The two lowest singlets of a thiophene dioxide

1. The question

In 2-ethyl-3-fluorothiophene 1,1-dioxide both sulfur lone pairs are bound up in S=O bonds, so the ring is a diene bridged by SO2. Six vertical B3LYP singlets are known. They and orbital counting are used here to predict the two lowest.

Eight lowest vertical singlet excitations of 2-ethyl-3-fluorothiophene 1,1-dioxide in the gas phase, computed with PySCF 2.14.0 by Tamm-Dancoff TDDFT at the B3LYP/def2-SVP level, with density fitting and core orbitals frozen in the response. The geometry was optimised with GFN2-xTB.

```
row  singlet state  singlet energy (eV)  singlet oscillator strength  singlet hole electron distance (Å)  singlet exciton size (Å)  singlet orbital overlap lambda  singlet main from  singlet main to
  1              ?                    ?                            ?                                   ?                         ?                               ?               HOMO             LUMO
  2              ?                    ?                            ?                                   ?                         ?                               ?             HOMO-1             LUMO
  3              3                5.240                        0.049                               1.840                     3.120                           0.540             HOMO-2             LUMO
  4              4                5.820                        0.056                               1.650                     3.210                           0.450             HOMO-3             LUMO
  5              5                6.010                        0.009                               1.720                     3.130                           0.490             HOMO-4             LUMO
  6              6                6.790                        0.001                               2.320                     3.670                           0.330             HOMO-6             LUMO
  7              7                6.960                        0.016                               0.110                     3.130                           0.740             HOMO-5             LUMO
  8              8                7.050                        0.002                               0.280                     3.150                           0.490               HOMO           LUMO+1
```

The hole electron distance d separates the centroids of removed and added charge, and the exciton size s is the root-mean-square electron-hole separation. Lambda (λ) is the overlap of the orbital moduli, from 0 to 1. The oscillator strength f grows as energy times squared transition dipole. The last two columns name the leading orbital pair.

2. Two kinds of state

The numbers show a family in rows 3 to 5, with d between 1.65 and 1.84 Å and λ near 0.5. Row 7 differs, with almost no shift and the highest known λ. A small d alone does not prove a local state, since opposing shifts cancel, but with high λ it suggests ππ*.

Counting gives a possible assignment, which is a guess not checked against orbital shapes. The LUMO is the diene π*, of b1 type in the approximate C2v symmetry of the core, and the HOMO (a2) and HOMO-5 (b1) are the two diene π orbitals. The two oxygens supply four p lone-pair combinations, a1, a2, b1 and b2, which fit HOMO-1 to HOMO-4. Row 1 should then resemble row 7, and row 2 should join rows 3 to 5.

Brightness follows from symmetry, which λ ignores because moduli carry no phase. Into a b1 orbital, a2 and b1 are allowed in the ring plane, which suits rows 3 and 4, and a1 is polarised out of plane, which suits the weak row 5. That leaves b2 for row 2. The product b2 × b1 is A2, which no dipole component matches, so the state should be dark. A b2 pair can also mix with the S-C σ bonds, which would lift it and pull the hole towards the ring.

3. The energy model

For a single orbital pair the energy is the orbital gap plus an exchange term 2K, less an electron-hole attraction. The depth k of HOMO-k serves as a crude stand-in for the gap. A line was fitted to rows 3 to 7, leaving out row 8 because its acceptor is LUMO+1:

E = 4.468 eV + 0.424 eV × k, scatter 0.27 eV

Row 2 was not part of the fit. With five points, mean depth 4 and Σ(k − 4)² = 10:

E(k = 1) = 4.468 + 0.424 = 4.89 eV
error = 0.27 × √(1 + 1/5 + 9/10) ≈ 0.4 eV

The line fails most at row 7, which lies 0.37 eV above it and even above row 6, whose hole is deeper. Theory offers larger exchange at larger overlap as a cause, untested here. The five points are also not of one kind: row 7 mixes two pairs, about three quarters HOMO-5 to LUMO and a fifth HOMO to LUMO+2, and row 6 takes its hole mainly from the ethyl group and fluorine. Adding a term cλ cuts the scatter to 0.17 eV, with three constants on five points.

4. Predictions

Root order caps both energies at 5.24 eV, and energy bars are one standard error. The other ranges for row 1 and both f ranges are judgement; d, s and λ for row 2 are 90% intervals from rows 3 to 5.

Row 1, local ππ*:
E = 4.47 ± 0.46 eV, lower half likelier as it must lie below row 2; about 4.7 eV with the λ term
d = 0 to 0.7 Å, s = 3.14 ± 0.20 Å
λ = 0.74 ± 0.10, f = 0.03 to 0.15

Row 2, oxygen-to-ring transfer:
E = 4.89 ± 0.40 eV, capped; about 4.8 eV with the λ term
d = 1.74 ± 0.32 Å, lower side likelier; s = 3.15 ± 0.17 Å
λ = 0.49 ± 0.15, f below 0.015, darker than row 1

5. The computed values

The withheld rows as computed:

```
row  singlet state  singlet energy (eV)  singlet oscillator strength  singlet hole electron distance (Å)  singlet exciton size (Å)  singlet orbital overlap lambda  singlet main from  singlet main to
  1              1                4.380                        0.071                               0.740                     2.850                           0.790               HOMO             LUMO
  2              2                4.700                        0.000                               1.250                     2.950                           0.480             HOMO-1             LUMO
```

The characters hold. Both λ and both f values fall inside their ranges, row 1 is the brightest of the eight, and row 2 rounds to zero strength. In d and λ each row is nearer its predicted family than the other. The transition dipoles of the run agree with the labels: rows 1 and 4 are polarised mainly across the ring, row 3 along the axis through sulfur, row 5 out of plane, and row 2 has only a trace, out of plane.

The plain line puts both energies inside their wide bars, too high by 0.09 and 0.19 eV. The λ term, despite its tighter fit, overshoots row 1 by 0.33 eV and misses its ± 0.30 eV range. For row 2 it does better than the plain line, too high by 0.12 eV. A term fixed largely by rows 6 and 7 thus did not carry over to row 1. The hits of the plain line are partly luck, because depth is a poor measure of the gap here. HOMO-1 lies 1.12 eV below the HOMO but only 0.02 eV above HOMO-2, while the states step by 0.32 and 0.54 eV. Against their true orbital gaps rows 1 to 4 lie lower by 0.42, 1.22, 0.70 and 0.93 eV. Larger exchange at larger overlap would give the order of the first three, but row 4 fits badly: it has the smallest overlap of the four, yet is lowered less than row 2. Overlap alone therefore does not set the lowering. Row 4 also has a larger exciton than row 2, which suggests a weaker attraction and may be part of the reason.

6. The misses in d and s

Both d and both s fall outside their ranges. They are linked through the spread about the centroids:

s² = d² + spread²

Row 2 has a spread of 2.67 Å, within the 2.52 to 2.75 Å of rows 3 to 5. Its small size is therefore the arithmetic result of its short shift, 1.25 Å. The direction was foreseen but the amount was not. The atom weights show the reason: the hole of row 2 has only 0.24 on each oxygen, against 0.42 in row 3, and puts 0.15 and 0.14 on the two carbons bound to sulfur, as S-C σ mixing requires.

Row 1 shifts charge by 0.74 Å, just beyond the range, so row 7 was a poor template. The shift runs mainly across the ring: the unrelaxed dipole change is 3.235 D across and 1.397 D along the axis through sulfur. C2v symmetry would forbid the larger part, so it comes from the substituents. The HOMO leans to the carbons bearing ethyl and fluorine, the LUMO to the other two. The smaller, axial part points away from SO2, as in rows 3 to 5, and the hole carries 0.12 on one oxygen. The size miss of row 1 comes from a smaller spread, 2.75 against 3.13 Å. Row 7 has a wider hole, and its two pairs keep electron and hole apart; each effect supplies about half of the difference.

7. Another functional

B3LYP keeps only a fifth of exact exchange and tends to place transfer states low. With more exact exchange, theory expects low-overlap states such as row 2 to rise relative to row 1, widening their 0.32 eV gap. Rows 6 and 7 help to set the fitted slope, yet a basis without diffuse functions is least secure for such high states. The response also misses double excitations, which can matter for any diene-like state, low ones included. All energies are vertical and gas-phase for one conformer, so 4.38 eV is not an absorption onset. Every prediction and miss is printed in the output below.

The analysis program printed:

```
rounding: about 0.005 in eV, A and lambda; 0.0005 in f
row: spread sqrt(size^2-shift^2) [A], transition dipole [e A], e^2/size [eV]
  3: 2.52  0.33  4.62
  4: 2.75  0.33  4.49
  5: 2.62  0.13  4.60
  6: 2.84  0.04  3.92
  7: 3.13  0.16  4.60
  8: 3.14  0.06  4.57
row 7 - row 6: E +0.17 eV, lambda +0.41, term -0.2e^2/size -0.14 eV
gaps [eV]: 3-4 0.58, 4-5 0.19, 5-6 0.78, 7-8 0.09
correlation of f with lambda, rows 3-8: +0.11
E = a + b k: constants [4.468 0.424], scatter 0.27 eV
  residuals rows 3-7 [eV]: [-0.08  0.08 -0.15 -0.22  0.37] worst row 7
E = a + b k + c lambda: constants [3.696 0.442 1.373], scatter 0.17 eV
  residuals rows 3-7 [eV]: [-0.08  0.18 -0.13 -0.01  0.04] worst row 4
row 8 (other acceptor, not fitted): first model 4.47 eV, computed 7.05 eV
upper bound on both energies from root order: 5.24 eV
row 1, HOMO to LUMO: predicted [range] | computed
  E, depth (+-0.46 eV): 4.468 [4.011, 4.925] | computed 4.380, miss -0.088, inside
  E, depth + lambda (+-0.30 eV): 4.712 [4.413, 5.012] | computed 4.380, miss -0.332, OUTSIDE
  shift [A]: 0.195 [0.000, 0.700] | computed 0.740, miss +0.545, OUTSIDE
  size [A]: 3.139 [2.939, 3.339] | computed 2.850, miss -0.289, OUTSIDE
  lambda: 0.740 [0.640, 0.840] | computed 0.790, miss +0.050, inside
  f: 0.080 [0.030, 0.150] | computed 0.071, miss -0.009, inside
  offset from rows 3-5: shift -1.00 A, lambda +0.30; from row 7: +0.63 A, +0.05
  spread 2.75 A, transition dipole 0.43 e A
row 2, HOMO-1 to LUMO: predicted [range] | computed
  E, depth (+-0.40 eV): 4.892 [4.496, 5.240] | computed 4.700, miss -0.192, inside
  E, depth + lambda (+-0.25 eV): 4.816 [4.570, 5.062] | computed 4.700, miss -0.116, inside
  shift [A]: 1.737 [1.413, 2.061] | computed 1.250, miss -0.487, OUTSIDE
  size [A]: 3.153 [2.987, 3.320] | computed 2.950, miss -0.203, OUTSIDE
  lambda: 0.493 [0.341, 0.645] | computed 0.480, miss -0.013, inside
  f: 0.003 [0.000, 0.015] | computed 0.000, miss -0.003, inside
  offset from rows 3-5: shift -0.49 A, lambda -0.01; from row 7: +1.14 A, -0.26
  spread 2.67 A, transition dipole 0.00 e A
computed gaps [eV]: 1-2 0.32, 2-3 0.54; brightest of all eight: row 1
```
